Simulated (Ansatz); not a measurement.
# Ir: the change of pressure and energy above lowest point with volume scale

Results calculated with Ansatz 0.2.0, not measured. Free energy against uniform scaling of the volume at fixed shape and fractions; periodic cell, basis, potentials, k mesh and filling as listed.

The cell before it is scaled or strained (space group P6_3/mmc, No. 194):
```
cell vectors (Å)
   2.7514     0.0000     0.0000
  -1.3757     2.3828     0.0000
   0.0000     0.0000     4.4623
atoms (fractions of the cell vectors)
Ir  0.66667  0.33333  0.75000
Ir  0.33333  0.66667  0.25000
```

Settings of every row: functional PBEsol; dispersion none; potentials PAW; wave cutoff 500 eV; density cutoff 2000 eV; k mesh 12x12x7; k shift 0x0x0; occupations cold; smearing width 0.1 eV; spin none.

Limits: coarse k mesh, up to 40 meV an atom off; no spin-orbit coupling, which can matter with elements this heavy; the cell comes from a prototype or a list of computed structures and needn't be the stable phase.

```
row  volume scale  V (Å³/atom)  pressure (GPa)  energy above lowest point (meV/atom)
  1           0.9       13.165           31.47                                  84.1
  2         0.925        13.53               ?                                     ?
  3          0.95       13.896            5.94                                   1.8
  4         0.975       14.262           -4.14                                     0
  5             1       14.627          -12.75                                  19.5
  6         1.025       14.993          -20.09                                  57.2
  7          1.05       15.359          -26.34                                 110.4
  8         1.075       15.725          -31.65                                 176.8
  9           1.1        16.09          -36.13                                 254.3
```

Question: what pressure and energy above lowest point should row 2 give?

Worked fit of pressure. Take u = (V_r/V)^(2/3) − 1 with V_r = 14.81 Å³ an atom, which is twice the finite (Eulerian) strain; such expansions in the strain, on which the Birch-Murnaghan equation of state is built, carry the rest volume and the bulk modulus. The shown rows have u = 0.08166, 0.04338, 0.02545, 0.00832, -0.00815, -0.02397, -0.03918, -0.05376. Least squares give pressure = −16.562 + 445.76 × u + 1610.1 × u² + 1642 × u³ GPa; a parabola predicts inner rows, each left out in turn, worse (root mean square 0.13 against 0.0077 GPa). The rows lie off it by 0.00, 0.00, 0.01, -0.01, 0.00, 0.00, 0.00, 0.00. The pressure vanishes at u = 0.0331, or V = 14.1 Å³ an atom, and there the bulk modulus at fixed shape and fractions is B = −V dP/dV = (2/3)(1 + u) dP/du = 384 GPa. Letting shape and atoms relax would as a rule lower it, by much in layered, chain or molecular crystals. The withheld row has u = 0.06211, so the fit gives −16.562 + 445.76 × (0.06211) + 1610.1 × (0.06211)² + 1642 × (0.06211)³ = 17.73 GPa.

The calculation gave 17.72 GPa. The fit lies 0.01 GPa (0.015 % of the column's range) above it, one unit of the last digit.

Worked fit of energy above lowest point. Take u = (V_r/V)^(2/3) − 1 with V_r = 14.81 Å³ an atom, which is twice the finite (Eulerian) strain; such expansions in the strain, on which the Birch-Murnaghan equation of state is built, carry the rest volume and the bulk modulus. The shown rows have u = 0.08166, 0.04338, 0.02545, 0.00832, -0.00815, -0.02397, -0.03918, -0.05376. Least squares give energy above lowest point = 36.25 − 2294 × u + 33763 × u² + 18432 × u³ meV/atom; a parabola predicts inner rows, each left out in turn, worse (root mean square 1.4 against 0.047 meV/atom). All shown rows lie on it to the printed digit. Its lowest point lies at u = 0.0331, or V = 14.1 Å³ an atom, and the curvature there gives the bulk modulus at fixed shape and fractions, B = (4/9)(1 + u)² E″(u)/V = 384 GPa. Letting shape and atoms relax would as a rule lower it, by much in layered, chain or molecular crystals. The withheld row has u = 0.06211, so the fit gives 36.25 − 2294 × (0.06211) + 33763 × (0.06211)² + 18432 × (0.06211)³ = 28.4 meV/atom.

The calculation gave 28.4 meV/atom. The fit meets it to the printed digit.
